The isotropic hyperfine coupling, A iso, measures how strongly a magnetic nucleus feels the unpaired-electron spin present at the nucleus itself. In an electron paramagnetic resonance spectrum it splits the lines. The dipolar part is the direction-dependent remainder, caused by spin that is distributed unevenly around the nucleus. Both were computed with a hybrid density functional for one fixed geometry of the triplet. The spin population is the net number of unpaired electrons that a Mulliken analysis assigns to each atom.

Triplet CH3FOSi (SMILES CO[Si]F) in the gas phase, computed with PySCF 2.14.0 using unrestricted B3LYP/pcH-1 and density fitting at a GFN2-xTB geometry. Spin populations are Mulliken values, A iso includes a mean-field spin-orbit term, and the largest dipolar part is the most positive component. The isotopes are 13C, 17O, 29Si, 19F and 1H; H5 is the mean of the three methyl hydrogens.

| atom | bonded to | spin population (e) | A iso (MHz) | largest dipolar part (MHz) |
| --- | --- | --- | --- | --- |
| C1 | H H H O | 0.010 | 27.7 | 4.4 |
| O2 | C Si | 0.124 | -47.5 | 16.6 |
| Si3 | F O | 1.725 | -851.2 | 76.7 |
| F4 | Si | 0.115 | 201.2 | 138.3 |
| H5 | C | 0.009 | 2.7 | 4.2 |

The molecule is a silylene: its silicon forms only two bonds, one to oxygen and one to fluorine. In the triplet, the two electrons that could have formed a lone pair on silicon occupy separate orbitals with parallel spins. Silicon accordingly holds about 86 % of the unpaired spin. Fluorine and oxygen donors usually favour the paired singlet in such molecules, so these couplings probably belong to an excited state.

In size, A iso falls in the order silicon, fluorine, oxygen, carbon, hydrogen. The spin population fits silicon's first place, but it can't explain the gap between fluorine and oxygen, which carry nearly the same spin. Two more properties are needed: the kind of orbital that holds the spin, and the magnetic moment of the nucleus per unit of its spin. They enter through

$$A_{\mathrm{iso}} = K\,\frac{g_N\,\rho(0)}{2S}.$$

Here $K$ is a constant common to all nuclei, $g_N$ is the nuclear g factor, which is the magnetic moment of the nucleus, with its sign, per unit of nuclear spin, and $\rho(0)$ is the spin density at the nucleus. The total spin is $S=1$, so the denominator is 2. An s orbital has density at the nucleus, whereas a p orbital has a node there. Spin in a p orbital therefore contributes to A iso only indirectly, by slightly unbalancing the paired s electrons.

### Silicon: much spin, and part of it in an s orbital

The two half-filled orbitals on silicon differ in kind. One is close to a pure p orbital, standing roughly perpendicular to the plane of the O–Si–F unit. The other lies in that plane and points away from the two bonds. Because the unit is bent, the in-plane orbital can mix with the silicon 3s orbital. Electronegative neighbours strengthen this mixing, since the bonds to them draw mainly on silicon p character and leave s character behind.

The size of the s contribution can be estimated by comparison with a free atom. One full unpaired 3s electron on silicon would give roughly −4600 MHz, a rough recalled value. In a triplet each electron counts half, so the apparent s spin is

$$\frac{2\times(-851.2)}{-4600}\approx 0.37\ \text{electrons}.$$

About a third of the in-plane electron thus behaves as if it were in 3s. The figure also contains the indirect effect of p spin on the inner s shells, so it is a guide to the orbital and not an exact population.

The dipolar part agrees with this picture, though it can't prove it. A single p electron would give one large component and two equal ones of half the size and opposite sign. Silicon instead shows about −86, 10 and 77 MHz, which fits two perpendicular p orbitals holding unequal amounts of spin: the nearly pure p orbital and the p portion of the in-plane hybrid.

### Fluorine and oxygen: the nucleus decides

Fluorine and oxygen obtain their spin from silicon. Their filled lone pairs overlap with the half-filled silicon orbitals, and each such pair of orbitals forms a lower and an upper combination. The lower one is full and lies mostly on the donor atom. The upper one holds the unpaired electron and lies mostly on silicon, with a small tail on the donor. Because both donors are strongly electronegative, their lone pairs lie deep and the tails stay small, at 0.115 electrons on fluorine and 0.124 on oxygen.

The fluorine coupling is nevertheless 4.2 times as large as that of oxygen. The spin density at the fluorine nucleus is actually lower, at 0.61 times the oxygen value. What reverses the order is the nuclear g factor, which in size is about 7.0 times as large for ¹⁹F as for ¹⁷O. The product of the two factors returns the ratio of the couplings, as the equation requires. The magnetic moments themselves differ by a factor of only about 1.4. But ¹⁷O has a nuclear spin of 5/2 and ¹⁹F one of 1/2, and A iso depends on the moment per unit of spin.

The signs have the same origin. The magnetic moments of ¹⁷O and ²⁹Si point opposite to their nuclear spins, so positive spin density at these nuclei gives a negative coupling. The minus signs in the table therefore do not indicate reversed electron spin on oxygen or silicon. To compare atoms, one first has to divide out the nuclear factor, including its sign.

### Why fluorine leads in the dipolar part

In the dipolar column fluorine overtakes silicon, although silicon carries 15 times as much spin. The column gives the most positive component, which is not always the largest in size. For fluorine the largest is about −172 MHz and for silicon about −86 MHz, so fluorine leads by that measure too, by a factor of two.

Two advantages of fluorine outweigh its small share of spin. In size, its nuclear g factor is about 4.8 times that of silicon. In addition, each unit of spin on fluorine produces about 6.2 times the dipolar effect after the nuclear factor has been removed. Together they give $4.8\times6.2/15\approx2.0$, the factor found above.

The second advantage comes largely from the size of the orbitals. Dipolar coupling weakens with the cube of the distance between electron and nucleus, and the 2p orbital of fluorine is much more compact than the 3p orbital of silicon. Silicon also loses part of its effect because the s share of its spin is spherical and gives no dipolar part. Partial cancellation between perpendicular p orbitals probably affects both atoms, since the fluorine components of about −172, 34 and 138 MHz also point to spin in more than one p orbital. The combined factor rests on Mulliken populations and includes the through-space effect of spin on neighbouring atoms, so it is a rough guide. Its division between the causes rests on theory.

### Carbon and hydrogen: where the populations mislead

Carbon looks irregular. Its spin population is about a twelfth of that of oxygen, yet its coupling is more than half as large. The larger nuclear g factor of ¹³C accounts for a factor of nearly two. The rest lies in the spin density at the nucleus, which is about a third of the oxygen value and thus far higher than the population suggests.

The free-atom comparison makes the mismatch plain: the apparent s spin on carbon is 0.015 electrons, more than its whole spin population of 0.010. Part of the reason may be the route by which the spin arrives. Carbon has no lone pair to mix with silicon, so its spin probably arrives through the O–C bond, whose carbon orbital contains some s character. In this geometry the bond rises steeply out of the O–Si–F plane, so it can mix with the perpendicular p orbital of silicon. This route was not tested separately, and it can't by itself make the s part larger than the whole. Other possible causes are spin of opposite sign in the carbon p orbitals, a slight imbalance of the inner 1s electrons, and a Mulliken total that is too low.

Hydrogen shows how far such small populations can be trusted. Its only valence orbital is 1s, so the apparent s spin and the spin population ought to agree. On average they are 0.004 and 0.009 electrons, a disagreement of about a factor of two. Mulliken analysis divides the density shared between bonded atoms by a simple rule, and at this level the rule matters as much as the spin itself.

The single hydrogen entry also hides a wide spread. The three methyl hydrogens have couplings from −1.2 to 8.5 MHz, and their mean of 2.7 MHz describes none of them. The hydrogen with the largest spin population couples by only 0.9 MHz. The single values depend on how the methyl group is turned. If the group turns quickly, a measurement sees only an average, and the mean of the three is a first estimate of it. If the group is frozen in place, the separate values matter.

Hydrogen is also the only entry whose dipolar part exceeds A iso. Among the single hydrogens this holds for two of the three, the one at 8.5 MHz being the exception. The dipolar interaction acts through space, so the large spin on silicon reaches the methyl hydrogens even where hardly any spin sits on them. A iso has no such long reach, because it requires spin density at the hydrogen nucleus.

For a related radical, three questions give a first guess of A iso: how much spin the atom carries, how much of it is in s orbitals, and how strongly one s electron would couple in the free atom. The last depends on the nuclear g factor and on how dense the s orbital is at the nucleus. The s spin times the free-atom coupling is then divided by $2S$, which is 2 for a triplet and 1 for a radical with one unpaired electron. The guess fails where nearly all the spin sits in p orbitals, as on the carbon of a planar methyl radical, because A iso then comes from the indirect effect. Silicon has the most spin and the most s spin here, while fluorine owes its second place to its very large free-atom coupling. The apparent s spins were worked out from A iso itself, so they interpret the couplings and do not predict them. The values for every atom are in the printed output below.

The analysis program printed:

```
Contact part:
  row  A iso MHz  nuclear g  spin density at nucleus per bohr3  apparent s spin in e  spin population in e
   C1       27.7        1.4                             0.0492               0.01458                  0.01
   O2      -47.5      -0.76                             0.1564               0.01792                 0.124
  Si3     -851.2       -1.1                              1.918                0.3701                 1.725
   F4      201.2        5.3                             0.0947              0.007592                 0.115
   H5        2.7        5.6                             0.0012              0.003857                 0.009
Dipolar part:
  row  most negative MHz  middle MHz  most positive MHz  largest size over nuclear g MHz
   C1              -2.42          -2                4.4                            3.143
   O2             -26.66       10.08               16.6                            35.08
  Si3              -86.3        9.59               76.7                            78.45
   F4             -172.5       34.15              138.3                            32.54
   H5               -2.7        -1.5                4.2                             0.75
Share of the two unpaired electrons on Si in percent: 86.25
Sum of spin populations with all three H in e: 2.001
Size of A iso, F over O: 4.236
Size of nuclear g, F over O: 6.974
Spin density at nucleus, F over O: 0.6055
Size of A iso, Si over F: 4.231
Spin density at nucleus, Si over F: 20.26
Size of nuclear g, F over Si: 4.818
Spin population, Si over F: 15
Most positive dipolar component, F over Si: 1.803
Largest dipolar component in size, F over Si: 1.998
Dipolar size per nuclear g and per unit spin, F over Si: 6.221
Apparent s spin as percent of the spin population on Si: 21.45
Lowest A iso among the three H in MHz: -1.22
Highest A iso among the three H in MHz: 8.49
Spin population of the H with the highest A iso in e: 0.0068
A iso of the H with the largest spin population in MHz: 0.87
Largest spin population among the three H in e: 0.0202
```
